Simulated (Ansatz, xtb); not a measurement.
## C2H7BrGe: which of two isomers lies lower

Structure a: `C[CH2][GeH2][Br]`, a singlet. Structure b: `[CH3][GeH]([CH3])[Br]`, a singlet. Both are isolated molecules in the gas phase, relaxed with r2SCAN-D4/def2-SVP; the shapes shown needn't be the lowest conformers.

a (Å):

```xyz
11

C    -0.5382    1.4381   -0.6922
C     0.0263    0.0684   -0.3252
Br    3.1889    1.4163    0.0841
Ge    1.8639   -0.2114   -0.9245
H     0.0665    2.2480   -0.2545
H    -0.5574    1.5918   -1.7833
H    -1.5701    1.5552   -0.3238
H     0.0149   -0.0902    0.7664
H    -0.5741   -0.7471   -0.7682
H     2.0206   -0.0102   -2.4402
H     2.4335   -1.5696   -0.4889
```

b (Å):

```
atom    x (Å)    y (Å)    z (Å)
   C  -1.8307   1.7255   0.5006
   C   0.9707   0.1068   0.3676
  Br   0.5533   2.4156   2.8958
  Ge  -0.4350   0.8195   1.5066
   H  -1.3922   2.5271  -0.1117
   H  -2.5709   2.1672   1.1829
   H  -2.3413   1.0090  -0.1624
   H  -1.0104  -0.2535   2.4476
   H   1.7676  -0.3431   0.9767
   H   1.4046   0.9128  -0.2422
   H   0.5569  -0.6638  -0.3022
```

Problem. Estimate E(b) − E(a) at the level CCSD(T)/def2-SVP + ΔMP2/def2-TZVPP.

Solution. Calculated at CCSD(T)/def2-SVP + ΔMP2/def2-TZVPP: E(b) − E(a) = −0.494 eV, so structure b lies lower.

Level by level:

```
                             level            geometry  E(b) − E(a) (eV)  departure from the last row (eV)  job, with rough time for the two
                          GFN2-xTB            GFN2-xTB              +0.020                            +0.514             optimisation, 0.088 s
                         HF/STO-3G            GFN2-xTB              −0.438                            +0.056              single point, 0.38 s
      r2SCAN-D4/def2-SVP//GFN2-xTB            GFN2-xTB              −0.416                            +0.077                 single point, 2 s
                r2SCAN-D4/def2-SVP  r2SCAN-D4/def2-SVP              −0.408                            +0.086                optimisation, 19 s
                       HF/def2-SVP  r2SCAN-D4/def2-SVP              −0.387                            +0.107           part of the CCSD(T) run
                      MP2/def2-SVP  r2SCAN-D4/def2-SVP              −0.381                            +0.113           part of the CCSD(T) run
                  CCSD(T)/def2-SVP  r2SCAN-D4/def2-SVP              −0.338                            +0.155                      single point
CCSD(T)/def2-SVP + ΔMP2/def2-TZVPP  r2SCAN-D4/def2-SVP              −0.494                                                  single point, 23 s
```

As drawn, b has 1 C–Ge, 1 C–H in place of 1 C–C, 1 Ge–H.

GFN2-xTB finds them nearly level. The largest departure from CCSD(T)/def2-SVP + ΔMP2/def2-TZVPP is that of GFN2-xTB, 0.514 eV. The last row adds to CCSD(T) the change of the MP2 difference between the two basis sets, here −0.155 eV, a large step that makes the value less sure.

With harmonic frequencies from r2SCAN-D4/def2-SVP (ideal gas, rigid rotor, one conformer each, 298.15 K, 1 atm): the zero-point term adds −0.003 eV; ΔH is −0.478 and ΔG −0.505 eV.

The correlated steps freeze 20 core orbitals; the filled d shell of Br and Ge is correlated, in a basis made for valence electrons. Mirror images aren't counted in ΔG. Codes used: Ansatz 0.2.0, xtb 6.7.1; the last row on 2 threads of AMD EPYC 9R45 96-Core Processor (Zen 5) on a shared host.

The dimethyl isomer b is favoured over the ethyl isomer a at every level except GFN2-xTB, which puts them nearly level with the opposite sign. The preference follows from the bond exchange: turning a weak Ge–H bond into a strong C–H bond more than repays the replacement of C–C by the weaker C–Ge bond. The polarity of Ge–C bonds at an electropositive, bromine-bearing germanium probably helps.

Hartree–Fock already recovers most of the gap, so the ordering doesn't depend on electron correlation; in the small basis, CCSD(T) in fact narrows it to −0.338 eV. The sign therefore stands without the basis-set step, though the magnitude is less secure. The closeness of HF/STO-3G to the final value is probably a cancellation of errors. Zero-point and thermal terms barely alter the difference, which makes the preference essentially electronic. It is a thermodynamic ordering of these two isomers only, and says nothing about the barrier between them or about isomers with bromine on carbon.
